**Student.** My problem is $H=\Gamma(t)\,\sigma_z+\omega\,\sigma_x$ with $\hbar=1$, fixed $\omega>0$ and no limit on $\Gamma$. I want the shortest time from one state to another. If $\Gamma$ can be infinite, why is the answer not zero?

**Lecturer.** Because $\Gamma$ buys phase and cannot buy population. First the premises. The system is closed and has two levels, with $\sigma_z|0\rangle=|0\rangle$ and $\sigma_z|1\rangle=-|1\rangle$. The initial state is $i_0|0\rangle+i_1|1\rangle$, the target is $f_0|0\rangle+f_1|1\rangle$, both normalised, and the target counts as reached up to a global phase. $\Gamma(t)$ is any real integrable function, to which we shall have to add delta functions. Write a state, up to phase, as $\cos(\theta/2)|0\rangle+e^{i\phi}\sin(\theta/2)|1\rangle$ with $0\le\theta\le\pi$. Its Bloch vector is $\mathbf s=(x,y,z)=(\sin\theta\cos\phi,\sin\theta\sin\phi,\cos\theta)$ and $\rho=(1+\mathbf s\cdot\boldsymbol\sigma)/2$. Put that into $\dot\rho=-i[H,\rho]$.

**Student.** With $[\sigma_j,\sigma_k]=2i\epsilon_{jkl}\sigma_l$ I get $\dot{\mathbf s}=\boldsymbol\Omega\times\mathbf s$, $\boldsymbol\Omega=(2\omega,0,2\Gamma)$, that is
$$\dot x=-2\Gamma y,\qquad \dot y=2\Gamma x-2\omega z,\qquad \dot z=2\omega y .$$
From $\dot z=-\sin\theta\,\dot\theta$ and $\dot\phi=(x\dot y-y\dot x)/(x^2+y^2)$, away from the poles,
$$\dot\theta=-2\omega\sin\phi,\qquad \dot\phi=2\Gamma-2\omega\cot\theta\cos\phi .\tag{1}$$
So $\Gamma$ is missing from $\dot\theta$.

**Lecturer.** Now the variational problem. Minimise $T=\int_0^T dt$ subject to (1), with multipliers $\lambda(t)$ and $\mu(t)$:
$$L=1+\lambda(\dot\theta+2\omega\sin\phi)+\mu(\dot\phi-2\Gamma+2\omega\cot\theta\cos\phi).$$
Since $\Gamma$ is unrestricted we may vary it freely, and $\partial L/\partial\Gamma=-2\mu=0$ holds on the whole interval. The Euler–Lagrange equations for $\theta$ and $\phi$ are
$$\dot\lambda=-2\omega\mu\,\frac{\cos\phi}{\sin^2\theta},\qquad \dot\mu=2\omega\lambda\cos\phi-2\omega\mu\cot\theta\sin\phi .$$
With $\mu\equiv0$ the first says that $\lambda$ is constant and the second that $\lambda\cos\phi=0$.

**Student.** Then I take $\lambda=0$ and learn nothing.

**Lecturer.** You cannot. $L$ has no explicit time, so $L-\dot\theta L_{\dot\theta}-\dot\phi L_{\dot\phi}$ is constant, which is the Beltrami identity. That constant multiplies $\delta T$ in the first variation, and $T$ is free while the end states are fixed, so it vanishes. With $\mu=0$ this reads $1+2\omega\lambda\sin\phi=0$. Hence $\lambda\ne0$, and $\cos\phi=0$ throughout.

**Student.** We varied $\Gamma$ and still have no equation for it.

**Lecturer.** That is the meaning of singular. $L$ is linear in $\Gamma$, so the stationarity condition $\mu=0$ does not contain $\Gamma$, and neither does $\dot\mu=0$. Differentiate once more, using $\mu=\dot\mu=\dot\lambda=0$:
$$\ddot\mu=-2\omega\lambda\sin\phi\,\dot\phi=\dot\phi=2\Gamma-2\omega\cot\theta\cos\phi .$$
The control appears in the second derivative. Setting it to zero with $\cos\phi=0$ gives $\Gamma=0$. The extremal is the meridian $\phi=-\pi/2$, where $\dot\theta=+2\omega$, or $\phi=+\pi/2$, where $\dot\theta=-2\omega$: free rotation about $x$ in the plane $x=0$.

**Student.** That extremal has $\phi$ fixed. My end states have whatever $\phi_i$ and $\phi_f$ they have, so it violates the boundary conditions.

**Lecturer.** It does, and the reduced form shows why. Take $\theta_f>\theta_i$ and, for the moment, paths on which $\theta$ increases. Any smooth curve $\phi(\theta)$ with $\sin\phi<0$ can be realised, because the second equation of (1) can be solved for $\Gamma$. Then
$$T[\phi]=\int_{\theta_i}^{\theta_f}\frac{d\theta}{-2\omega\sin\phi}.$$
The integrand has no $\phi'$. The Euler–Lagrange equation is algebraic, $\cos\phi=0$, with no integration constants to fit to end values, and the quantity in Legendre's condition, the second derivative with respect to $\phi'$, vanishes identically. With $\phi=-\pi/2+\eta$ the integrand is $1/(2\omega\cos\eta)$, so
$$T=\frac{\theta_f-\theta_i}{2\omega}+\frac{1}{4\omega}\int\eta^2\,d\theta+\dots$$
The second variation is positive but puts no price on slope. A minimising sequence therefore squeezes the change of $\phi$ into ever thinner layers at the two ends, and its limit is a jump.

**Student.** And a jump in $\phi$ is a delta function in $\Gamma$.

**Lecturer.** Yes. For a pulse of area $\alpha=\int\Gamma\,dt$ and duration $\tau\to0$ the $\omega$ term turns the state by at most $2\omega\tau$, and the propagator tends to $e^{-i\alpha\sigma_z}$, which sends $\phi\to\phi+2\alpha$ at fixed $\theta$. The candidate is kick, arc, kick:
$$U=e^{-i\alpha_f\sigma_z}\,e^{-i\omega T\sigma_x}\,e^{-i\alpha_i\sigma_z},\qquad \alpha_i=\frac{\phi_a-\phi_i}{2},\quad \alpha_f=\frac{\phi_f-\phi_a}{2},$$
with $\phi_a=-\pi/2$ for $\theta_f>\theta_i$ and $+\pi/2$ otherwise, $\phi_i=\arg i_1-\arg i_0$, and likewise $\phi_f$. The areas matter modulo $\pi$, since $e^{-i\pi\sigma_z}=-1$.

**Student.** A candidate only. You assumed a monotonic $\theta$, ignored the poles and checked a local condition. Some wild path could be faster.

**Lecturer.** So we prove a bound that needs none of that. Let $\Phi(t)=\int_0^t\Gamma\,dt'$, jumps allowed, and $\psi=e^{-i\Phi\sigma_z}\chi$. The $\Gamma$ term cancels and
$$i\dot\chi=\omega\,e^{i\Phi\sigma_z}\sigma_xe^{-i\Phi\sigma_z}\chi=\omega(\cos2\Phi\,\sigma_x-\sin2\Phi\,\sigma_y)\chi .$$
The Bloch vector of $\chi$ rotates with angular velocity of magnitude $2\omega$, so its speed on the unit sphere is at most $2\omega$ and its path length at most $2\omega T$. The factor $e^{-i\Phi\sigma_z}$ leaves the moduli of both components alone, so $\psi$ and $\chi$ have the same $\theta$. And $\theta$ is the great-circle distance from the north pole, so by the triangle inequality it changes by no more than the path length. Hence for every control
$$T\ \ge\ T_{\min}=\frac{|\theta_f-\theta_i|}{2\omega},$$
and the candidate meets this with equality, since $|\dot\theta|=2\omega$ with one sign throughout. It is the global minimum.

**Student.** Then I only translate. The moduli are $|i_0|=\cos(\theta_i/2)$, $|i_1|=\sin(\theta_i/2)$ and the same for $f$, so the cosine of the difference of half angles gives
$$\cos\omega T_{\min}=|f_0i_0|+|f_1i_1|,\qquad 0\le\omega T_{\min}\le\pi/2 .\tag{2}$$

**Lecturer.** This result is due to Hegerfeldt (2013). Two limits: equal populations give $T_{\min}=0$, a single kick, which is the grain of truth in your first question; and $|0\rangle\to|1\rangle$ gives $\pi/2\omega$ with no kick, because $\phi$ is undefined at a pole. Now do the ground states at $\Gamma=-g$ and $+g$, $g>0$.

**Student.** The ground state points against $\boldsymbol\Omega$. With $E=\sqrt{g^2+\omega^2}$, $\mathbf s_i=(-\omega,0,g)/E$ and $\mathbf s_f=(-\omega,0,-g)/E$. Both have $\phi=\pi$; $\tan\theta_i=\omega/g$ and $\theta_f=\pi-\theta_i$. Then $\omega T_{\min}=\pi/2-\theta_i$, so
$$\tan\omega T_{\min}=g/\omega .\tag{3}$$
The arc lies at $-\pi/2\equiv3\pi/2$, so $\alpha_i=+\pi/4$ and $\alpha_f=-\pi/4$.

**Lecturer.** Test it with the frame formula at $\Phi=\pi/4$: $e^{i\pi\sigma_z/4}\sigma_xe^{-i\pi\sigma_z/4}=-\sigma_y$, so $U=e^{i\omega T\sigma_y}$, a real rotation that takes the column $(\cos\frac{\theta_i}2,-\sin\frac{\theta_i}2)$ into $(\cos(\frac{\theta_i}2+\omega T),-\sin(\frac{\theta_i}2+\omega T))$. That is the target when $\omega T=(\theta_f-\theta_i)/2$.

**Student.** But $\mathbf s_i$ and $\mathbf s_f$ have the same $x$. I can jump to $\Gamma=0$ with no kick and let the state precess about $x$.

**Lecturer.** That works, in half a turn, $T=\pi/2\omega$, which exceeds $\arctan(g/\omega)/\omega$. You move on a small circle, and you start at $\phi=\pi$ where $\dot\theta=0$. The kick puts you on the great circle, where all of the rotation changes $\theta$.

**Student.** Delta functions are not functions. Is the minimum real?

**Lecturer.** Among integrable $\Gamma$ it is in general an infimum. Equality needs $|\sin\phi|=1$ at almost all times; $\phi$ is then continuous away from the poles, so both ends would have to lie on the meridian or at a pole already. But it is approached. With pulses of height $c\gg\omega|\cot\theta|$ at the ends, (1) gives $|\dot\phi|\simeq2c$, the meridian is reached in a time of order $1/c$ forward from the start and backward from the target, $\theta$ moves by order $\omega/c$ meanwhile, and for $\theta_f\ne\theta_i$ the arc joins the two points. For the ground states do it exactly: $\Gamma=+c$ for a time $T_c$, zero for $T_0$, $-c$ for $T_c$.

**Student.** During $+c$ the state turns by $\beta=2E_cT_c$ about $\mathbf n=(\omega,0,c)/E_c$, $E_c=\sqrt{c^2+\omega^2}$. The projection $\mathbf n\cdot\mathbf s=(cg-\omega^2)/(EE_c)$ is conserved, so at $x=0$ we have $z_1=(cg-\omega^2)/(cE)$. Split $\mathbf s_i$ into the part along $\mathbf n$, whose $x$ component is $\omega(cg-\omega^2)/(EE_c^2)$, and the rest $\mathbf p$, with $p_x=-\omega c(c+g)/(EE_c^2)$. As $\mathbf n\times\mathbf p$ lies along $y$, $x=0$ means
$$\cos\beta=\frac{cg-\omega^2}{c(c+g)} .$$
At the start $\dot y=2cx-2\omega z<0$, so I land on the right meridian. Equations for $\mathbf s$ are unchanged under $t\to-t$, $z\to-z$, $\Gamma\to-\Gamma$, so the last pulse mirrors the first, and the arc runs from $z_1$ to $-z_1$: $\omega T_0=\pi/2-\theta_1$, $\sin\omega T_0=z_1$. This needs $c\ge\omega^2/g$.

**Lecturer.** For large $c$, $2T_c=\beta/E_c\to\pi/2c$. In $\sin\omega T_0=g/E-\omega^2/(cE)$ divide the shift by $\omega\cos\omega T_{\min}=\omega^2/E$ to get $T_0\simeq T_{\min}-1/c$. So
$$T=2T_c+T_0=T_{\min}+\frac{\pi/2-1}{c}+O(c^{-2}).$$
We have not shown that this sequence is optimal under $|\Gamma|\le c$, only that it is admissible. The bounded optimum lies between $T_{\min}$ and this $T$.

**Student.** Now a real device, please.

**Lecturer.** An aluminium Cooper-pair box: an island with $n$ excess pairs, $E_C=e^2/2C_\Sigma$, gate charge $n_g$ in units of $2e$,
$$H=4E_C(n-n_g)^2-\frac{E_J}{2}\sum_n\big(|n\rangle\langle n+1|+|n+1\rangle\langle n|\big).$$
Keep $n=0,1$ as $|0\rangle,|1\rangle$. The energy of $|0\rangle$ minus that of $|1\rangle$ is $4E_C(2n_g-1)=2\hbar\Gamma$. The replacement $|1\rangle\to-|1\rangle$ makes the coupling positive. So $\hbar\Gamma=4E_C(n_g-\frac12)$ and $\hbar\omega=E_J/2$; the singular arc is the degeneracy point $n_g=\frac12$, and between $n_g=\frac12\mp\delta$ equation (3) becomes
$$T_{\min}=\frac{2\hbar}{E_J}\arctan\frac{8E_C\,\delta}{E_J}.$$
As given inputs take values typical of a box in the charge regime, $E_C/h=25$ GHz and $E_J/h=5$ GHz, read as effective parameters, and $\delta=0.1$.

**Student.** Then $\omega/2\pi=2.5$ GHz, $\Gamma/2\pi=100\ \text{GHz}\times(n_g-\frac12)$, $g/2\pi=10$ GHz and $g/\omega=4$. The splitting at the start is $2E/2\pi=20.6$ GHz, or $0.99$ K, so at tens of millikelvin the ground state is a fair premise. I get $\theta_i=0.245$ rad; in (2) the two products are equal and sum to $\sin\theta_i=0.2425$; $\omega T_{\min}=1.326$. With the finite pulses:

| protocol | $n_g$ in the pulses | $T_c$ (ps) | $T_0$ (ps) | total (ps) |
|---|---|---|---|---|
| delta kicks | none finite | 0 | 84.4 | 84.4 |
| $c/2\pi=30$ GHz | 0.8, 0.2 | 3.50 | 79.8 | 86.8 |
| $c/2\pi=10$ GHz | 0.6, 0.4 | 8.36 | 72.7 | 89.4 |
| no kick | none | 0 | 100.0 | 100.0 |

The excesses over $T_{\min}$ are $2.4$ and $5.0$ ps. The leading term gives $3.0$ ps for the first, too high because $g/c=1/3$ is not small.

**Lecturer.** Now the range of validity, with sizes. First, other charge states. On the arc $n=-1$ and $2$ lie $D=8E_C$ above the pair, coupled by $J=E_J/2$. The even and odd combinations of $|0\rangle,|1\rangle$ have energies $\mp J-J^2/(D\pm J)$ to this order, so the gap is $2J(1-J^2/D^2)$, a relative change of $1.6\times10^{-4}$, or $0.013$ ps in $T_{\min}$. That is why the totals stop at $0.1$ ps. A sudden edge changes the admixture $J/\text{detuning}$. At the first edge to $n_g=0.8$ the state is mostly $n=0$, the detuning $4E_C(1+2n_g)/h$ of $n=-1$ goes from $180$ to $260$ GHz, and the amplitude left behind is $2.5\,(1/180-1/260)=0.0043$. Four such amplitudes in phase would give a probability of $3\times10^{-4}$, a generous estimate. This grows once $n_g$ nears $3/2$ or $-1/2$, where $1$ and $2$, or $0$ and $-1$, cross, so unbounded $\Gamma$ ends at $\hbar|\Gamma|$ of order $E_C$.

**Student.** So the charge ladder is harmless. What about the superconducting gap?

**Lecturer.** That is the larger loss. Take $\Delta\approx200\ \mu$eV, typical of thin aluminium films: $\Delta/h\approx48$ GHz, above $E_C/h$, as a stable even-parity island needs at $n_g=\frac12$, and $2\Delta/h\approx97$ GHz. One electron tunnelling takes $n=0$ to $n=\frac12$, creates two quasiparticles of total energy $\varepsilon\ge2\Delta$, and gains the charging energy $a=4E_C[n_g^2-(n_g-\frac12)^2]=4E_C(n_g-\frac14)$. In frequency units $a$ is $15$, $35$ and $55$ GHz at $n_g=0.4$, $0.6$ and $0.8$, always below threshold, so nothing real happens at fixed gate. But the state is dressed with amplitudes $V_k/(\varepsilon_k-a)$, and a sudden edge leaves their change behind. The golden rule gives $\sum_k|V_k|^2\delta(\varepsilon-\varepsilon_k)=\hbar\gamma(\varepsilon)/2\pi$, and above threshold the rate is roughly ohmic, $\gamma\approx\varepsilon/e^2R_N$. Then
$$P\approx\frac{\hbar}{2\pi e^2R_N}\int_{2\Delta}^\infty\varepsilon\left[\frac1{\varepsilon-a_2}-\frac1{\varepsilon-a_1}\right]^2d\varepsilon .$$
The Ambegaokar–Baratoff relation $E_J=h\Delta/(8e^2R_N)$ gives $R_N\approx31$ k$\Omega$ and a prefactor $0.021$. For the edge from $0.4$ to $0.8$ the integral is $0.33$ and $P\approx0.007$; for the edge to $0.6$, $P\approx0.001$. Read these as orders of magnitude for one infinitely sharp edge. Harder kicks save picoseconds and cost fidelity.

**Student.** And nobody has infinitely sharp edges.

**Lecturer.** No. A pulse is a kick only if its whole duration $\tau$ obeys $2\omega\tau\ll1$, that is $\tau\ll\hbar/E_J=32$ ps here. A typical fast gate edge of about $30$ ps gives $2\omega\tau=0.94$ rad against a total $\theta_f-\theta_i=2.65$ rad, so with such edges the pulses of the table cannot be made and the three stages blur; a smaller $E_J$ restores the separation and lengthens $T_{\min}$. Keep the two halves of the theorem apart. Reaching $T_{\min}$ needs $c\gg\omega$, $c\gg g$ and edges fast on the scale $\hbar/E_J$. The bound $T\ge|\theta_f-\theta_i|/2\omega$ needs only two levels, unitary evolution, fixed $\omega$ and a control that couples to $\sigma_z$ alone. It survives any waveform and even classical offset-charge noise, which is one more $\Gamma(t)$ in each run. It fails if $E_J$ is raised during the sweep, or if relaxation moves population. Within those premises no gate pulse carries this box from the ground state at $n_g=0.4$ to that at $n_g=0.6$ in less than $84.4$ ps.